# How hard does stretched iridium pull back?

Pull a crystal of iridium equally in all directions and it resists with tension. Stretch it again by the same volume, and the added tension need not be the same. The question here is how much the second stretch adds. It matters wherever a stiffness computed near equilibrium is used to turn a larger strain into a stress.

The table follows a face-centred cubic crystal whose volume per atom is changed while its shape stays fixed. The shortest distance is that between neighbouring atoms. Positive pressure means that the crystal pushes outward against compression; negative pressure is tension. One pressure, at 14.998 Å³, is left open.

Face-centred cubic iridium computed with Ansatz 0.2.0: all-electron PAW, PBE functional, scalar-relativistic, without spin polarisation. All cells use a 15×15×15 k-point mesh and Fermi–Dirac smearing of 0.05 eV; the plane-wave cutoff varies between 260 and 320 eV. Pressure is positive in compression.

| volume (Å³/atom) | shortest distance (Å) | pressure (GPa) |
| --- | --- | --- |
| 13.300 | 2.659 | 37.09 |
| 13.307 | 2.660 | 36.81 |
| 13.583 | 2.678 | 26.55 |
| 13.866 | 2.697 | 17.18 |
| 14.008 | 2.706 | 12.89 |
| 14.149 | 2.715 | 8.85 |
| 14.291 | 2.724 | 5.04 |
| 14.432 | 2.733 | 1.45 |
| 14.715 | 2.751 | -5.12 |
| 14.998 | 2.768 | ? |

## What the known rows show

Two rows carry most of the argument. At 14.432 Å³ the crystal is still slightly compressed, with 1.45 GPa. At 14.715 Å³ it is under a tension of 5.12 GPa. Between them lies the volume at which it rests without external load, so the change of sign marks mechanical equilibrium and not a change of phase.

The pressure does not fall along a straight line. Between 13.307 and 13.583 Å³ it drops at a rate of 37 GPa per Å³, but between the two rows just described the rate is only 23. The curve flattens steadily through all the known rows. Stretched iridium is therefore softer than compressed iridium, and the open row should continue that trend.

## Why stretching softens the metal

Iridium is held together largely by its 5d electrons, whose orbitals overlap with those of neighbouring atoms. Against this attraction stand the repulsion between filled shells and the kinetic energy of electrons confined to a small volume. At equilibrium the two sides balance. When the atoms move apart both fade, and the repulsive side fades faster, so a net inward pull remains.

That pull grows more slowly with each stretch. It comes from repulsion being lost faster than attraction, and each stretch leaves less repulsion to lose. In terms of energy, the well is steep on the compressed side and flatter on the stretched side. The slope of the pressure curve measures the curvature of this well. The same reasoning applies to other metals bound by overlapping orbitals, as long as stretching does not change their structure or magnetic state.

The calculation lets us watch part of this fading. At the centre of the Brillouin zone, where the wave repeats identically in every cell, the d levels split into a group of three and a group of two. Their separation mainly reflects how strongly d orbitals on different atoms couple. It shrinks by 9% between 13.583 and 14.432 Å³, while the volume grows by only 6%.

Between these two rows the decay corresponds to volume to the power −1.58, close to the −5/3 that standard theory gives for coupling between d orbitals. The numbers thus show that the coupling behind the attraction weakens. By itself that would make the crystal stiffer, because attraction lowers the curvature of the energy well. Bonding theory therefore puts the softening down to the repulsion, which fades faster still but is not measured by the splitting.

## From stiffness to a forecast

The useful measure of stiffness is the bulk modulus,

$$K=-V\frac{dP}{dV},$$

where $V$ is the volume and $P$ the pressure. It says how much pressure is needed for a given relative change of volume. Its own change with pressure, $K'=dK/dP$, carries the softening: a positive $K'$ means that tension lowers $K$.

To obtain both quantities, the energy is written as a short series in $V^{-2/3}$, which varies as the inverse square of the distance between atoms. Keeping three powers beyond the constant and taking $P=-dE/dV$ gives

$$P=aV^{-5/3}+bV^{-7/3}+cV^{-3}.$$

This is the third-order Birch–Murnaghan equation. Its three coefficients were fitted to the nine known pressures; only their combination has a physical meaning. It puts the unloaded volume at 14.49 Å³, with $K=348$ GPa and $K'=5.0$ there.

The forecast can be reproduced by hand from the row at 14.715 Å³, which was part of the fit. The next stretch adds $14.998-14.715=0.283$ Å³, and its midpoint is near 14.86 Å³. If the stretch adds somewhat less than 6 GPa of tension, the pressure halfway is about −8 GPa. The modulus there is

$$K\approx348+5.0\times(-8)=308\ \text{GPa}.$$

The change of pressure over the whole stretch is then

$$\Delta P\approx-308\times\frac{0.283}{14.86}\approx-5.9\ \text{GPa}.$$

Added to the −5.12 GPa already present, this gives about −11.0 GPa. The result also agrees with the halfway pressure assumed at the start.

## How far to trust it

Two simpler descriptions show what is at stake. A straight line through the last two known rows ignores the softening and gives −11.69 GPa. Murnaghan's equation includes softening but holds $K'$ constant, and it gives −11.05 GPa when fitted to the same nine rows. In the Birch–Murnaghan fit, by contrast, $K'$ rises from 4.6 in the smallest cell to 5.0 at zero pressure.

The settings call for some caution too. The two smallest cells count the 5s and 5p electrons as part of the core, whereas the other known rows treat them as valence electrons, and the plane-wave cutoff also varies. A step caused by these changes would spoil the curve. The energies offer a coarse test: between 13.300 and 14.432 Å³ the computed free energy falls by 0.126 eV, and integrating the fitted pressure gives the same fall. A finer test is the fit itself, which passes within 0.01 GPa of every known row, on both sides of each change.

The forecasts are these:

1. Tension deepens, but by less than over the preceding equal volume step, so the straight line overshoots.
2. The computed value lies nearer to Birch–Murnaghan than to Murnaghan, because $K'$ grows as the pressure falls.
3. The pressure at 14.998 Å³ is −10.98 ± 0.12 GPa.

The error bar is the distance between the two equations plus 0.05 GPa for a possible effect of the cutoff. That allowance is a judgement, so the bar is not a statistical confidence interval.

## The computed value

The withheld rows as computed:

| volume (Å³/atom) | shortest distance (Å) | pressure (GPa) |
| --- | --- | --- |
| 14.998 | 2.768 | -10.95 |

All three forecasts hold. The last stretch adds 5.83 GPa of tension, compared with 6.57 GPa for the one before it. The straight line exaggerates the final tension by 0.74 GPa, about an eighth of what this stretch adds. That is the price of keeping the slope of the pressure curve constant over a volume change of only 2%.

The Birch–Murnaghan forecast predicts 0.03 GPa too much tension, well inside its error bar. Murnaghan's equation misses in the same direction by 0.10 GPa. Its constant $K'$ of 4.8 is a compromise between the compressed and the stretched rows, so under tension it lets the modulus fall too slowly. The crystal in the equation stays too stiff and pulls back too hard.

The small miss of the better equation is still about five times its typical deviation within the fitted rows. The main reason is that the energy series stops after three powers. In the unrounded results, the coefficient $c$ taken from three evenly spaced rows at a time grows steadily from compression to tension, so one constant value fails beyond the fitted range. The changes of cutoff leave no step large enough to explain the miss. The printed analysis after this note gives both fits in full.

## Using such a curve

Measure the stretch from the unloaded volume of the same calculation. The row at 14.149 Å³ shows why: it lies only about 2% below the calculated equilibrium, yet it carries 8.85 GPa. The measured volume of iridium is, as a rough recalled figure, also about 2% smaller than the calculated one. Inserting it here would therefore make an unloaded crystal look strongly compressed.

Much of that offset is the usual tendency of this density functional to make heavy metals too large. The offset is not an exact measure of the functional's error, however. Atomic vibrations are left out, and they would make the calculated crystal slightly larger still. Spin-orbit coupling is also absent, with an effect not tested here, and the nonmagnetic state is imposed. The curve describes the calculated crystal, and its pressures should be carried over to a real one at equal relative stretch, not at equal volume.

For a stretch just beyond the computed range, let the modulus fall with tension and compare two equations of state that both follow the known rows. If their difference matters for the design, compute another volume before going further. A smooth curve for uniform stretching is also no strength limit, because a real part can shear or crack long before its atoms are pulled apart evenly.

Printed output of the fit:

```
fit of pressure on 9 rows: coefficient of t1 -131.6 +/- 4.5, coefficient of t2 -285.1 +/- 8.9, coefficient of t3 425.6 +/- 4.4; rms 0.00494, worst 14.149 0.00775, leave-one-out rms 0.00793
  rows outside the fit (model, value, miss): 14.998 -10.98, -10.95, -0.0255
fit of pressure on 9 rows: constant -72.75 +/- 0.03, coefficient of y**s 81.61 +/- 0.027, s 4.8; rms 0.0118, worst 14.715 -0.02, leave-one-out rms 0.0249
  rows outside the fit (model, value, miss): 14.998 -11.05, -10.95, -0.0977
Slope of pressure from 13.307 to 13.583 (GPa per cubic angstrom): -37.17
Slope of pressure from 14.432 to 14.715 (GPa per cubic angstrom): -23.22
Zero-pressure volume, Birch-Murnaghan (cubic angstrom): 14.49
Bulk modulus at zero pressure, Birch-Murnaghan (GPa): 348.4
Pressure derivative of bulk modulus at zero pressure: 5.011
Pressure derivative of bulk modulus at 13.300: 4.592
Free-energy drop from 13.300 to 14.432, integrated pressure fit (eV): 0.1263
Free-energy drop from 13.300 to 14.432, computed energies (eV): 0.126
Change of d splitting at Gamma from 13.583 to 14.432 (percent): -9.13
Power of volume with which the d splitting changes: -1.579
Forecast at 14.998, Birch-Murnaghan (GPa): -10.98
Error bar of the forecast, plus or minus (GPa): 0.1222
Forecast at 14.998, Murnaghan (GPa): -11.05
Forecast at 14.998, straight line (GPa): -11.69
Pressure change from 14.432 to 14.715, computed (GPa): -6.57
Pressure change from 14.715 to 14.998, forecast (GPa): -5.855
Pressure change from 14.715 to 14.998, computed (GPa): -5.83
Straight line less computed value at 14.998 (GPa): -0.74
```
